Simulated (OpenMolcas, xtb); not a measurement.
How methods differ on CH3AlF2 (SMILES [CH3][Al]([F])[F])

CH3AlF2 has 7 atoms, charge 0, and is taken as a singlet. SMILES: `[CH3][Al]([F])[F]`. The coordinates come from a PBE0-D4/def2-TZVP relaxation.

Quantity: the dipole moment, in D. The values are calculated.

| level | kind | program | value (D) | CPU time |
| --- | --- | --- | --- | --- |
| GFN0-xTB | semi-empirical | xtb | 2.60 | under 2 s |
| HF/def2-SVPD | Hartree–Fock | OpenMolcas | 2.35 | 27 s |
| SVWN5/def2-SVPD | LDA | OpenMolcas | 2.44 | 47 s |
| BLYP/def2-SVPD | GGA | OpenMolcas | 2.31 | 59 s |
| revPBE/def2-SVPD | GGA | OpenMolcas | 2.30 | 55 s |
| TPSS/def2-SVPD | meta-GGA | OpenMolcas | 2.24 | 70 s |
| PBE0/def2-SVPD | global hybrid | OpenMolcas | 2.38 | 62 s |

The values span 2.24 to 2.60 D. Magnitudes only. Times are those of the runs behind each value, whatever else they computed, on shared processors of several kinds: orders of magnitude only.

All seven levels describe CH3AlF2 as clearly polar, and they differ only modestly on how polar. The moment is best understood as a difference between opposing contributions. Fluorine and carbon are both more electronegative than aluminium, so the Al–F and Al–C bonds all carry negative charge away from the metal. In a roughly trigonal planar arrangement, the combined pull of the two fluorines is partly offset by that of the methyl group. Donation from the fluorine lone pairs into the formally empty aluminium 3p orbital further tempers the charge separation.

The values don't follow the share of exact exchange: PBE0 at 2.38 D lies above both revPBE at 2.30 D and Hartree–Fock at 2.35 D. This probably reflects changes in the polarity of the Al–F and Al–C bonds that partly cancel in the total. Nor does the order follow the rungs of density functionals, since LDA gives the largest DFT value and the meta-GGA the smallest. Without a correlated wavefunction or experimental reference, the spread measures disagreement between methods, not their error.
